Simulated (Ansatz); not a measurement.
## ScAl3: the change of energy above lowest point and pressure with volume scale

All results are calculated (Ansatz 0.2.0). Free energy against uniform scaling of the volume at fixed shape and fractions; periodic cell, basis, potentials, k mesh and filling as listed.

The cell before it is scaled or strained (space group I4/mmm, No. 139):
```
CELL_PARAMETERS angstrom
-2.01280 2.01280 4.42320
2.01280 -2.01280 4.42320
2.01280 2.01280 -4.42320
ATOMIC_POSITIONS crystal
Sc 0.00000 0.00000 0.00000
Al 0.75000 0.25000 0.50000
Al 0.25000 0.75000 0.50000
Al 0.50000 0.50000 0.00000
```

Settings of every row: functional LDA; dispersion none; potentials PAW; wave cutoff 550 eV; density cutoff 2200 eV; k mesh 8x8x8; k shift 0x0x0; occupations gaussian; smearing width 0.05 eV; spin none.

Limits: coarse k mesh, up to 40 meV an atom off; the cell comes from a prototype or a list of computed structures and needn't be the stable phase.

```
row  volume scale  V (Å³/atom)  energy above lowest point (meV/atom)  pressure (GPa)
  1          0.92       16.486                                   3.3            2.53
  2        0.9467       16.965                                     0           -0.22
  3        0.9733       17.442                                   4.3           -2.61
  4             1        17.92                                  15.2           -4.67
  5        1.0267       18.398                                  31.9           -6.46
  6        1.0533       18.875                                  53.5              -8
  7          1.08       19.354                                     ?               ?
```

Question: what energy above lowest point and pressure should row 7 give?

Worked fit of energy above lowest point. Take u = (V_r/V)^(2/3) − 1 with V_r = 17.681 Å³ an atom, which is twice the finite (Eulerian) strain; such expansions in the strain, on which the Birch-Murnaghan equation of state is built, carry the rest volume and the bulk modulus. The shown rows have u = 0.04776, 0.02794, 0.00911, -0.00891, -0.02615, -0.04263. Least squares give energy above lowest point = 8.99 − 607.9 × u + 10236 × u² meV/atom; a straight line predicts inner rows, each left out in turn, worse (root mean square 8.1 against 0.018 meV/atom). All shown rows lie on it to the printed digit. Its lowest point lies at u = 0.0297, or V = 16.92 Å³ an atom, and the curvature there gives the bulk modulus at fixed shape and fractions, B = (4/9)(1 + u)² E″(u)/V = 91.3 GPa. Letting shape and atoms relax would as a rule lower it, by much in layered, chain or molecular crystals. The withheld row has u = -0.05849, so the fit gives 8.99 − 607.9 × (-0.05849) + 10236 × (-0.05849)² = 79.6 meV/atom.

The calculation gave 79.4 meV/atom. The fit lies 0.2 meV/atom (0.25 % of the column's range) above it; its largest miss of a shown row is 0.0 meV/atom. This row lies beyond the range of the fit.

Worked fit of pressure. Take u = (V_r/V)^(2/3) − 1 with V_r = 17.681 Å³ an atom, which is twice the finite (Eulerian) strain; such expansions in the strain, on which the Birch-Murnaghan equation of state is built, carry the rest volume and the bulk modulus. The shown rows have u = 0.04776, 0.02794, 0.00911, -0.00891, -0.02615, -0.04263. Least squares give pressure = −3.676 + 114.84 × u + 315.9 × u² GPa; a straight line predicts inner rows, each left out in turn, worse (root mean square 0.25 against 0.0065 GPa). The rows lie off it by 0.00, 0.00, -0.01, 0.00, 0.00, 0.00. The pressure vanishes at u = 0.0296, or V = 16.92 Å³ an atom, and there the bulk modulus at fixed shape and fractions is B = −V dP/dV = (2/3)(1 + u) dP/du = 91.7 GPa. Letting shape and atoms relax would as a rule lower it, by much in layered, chain or molecular crystals. The withheld row has u = -0.05849, so the fit gives −3.676 + 114.84 × (-0.05849) + 315.9 × (-0.05849)² = -9.31 GPa.

The calculation gave -9.32 GPa. The fit lies 0.01 GPa (0.084 % of the column's range) above it, one unit of the last digit. This row lies beyond the range of the fit.
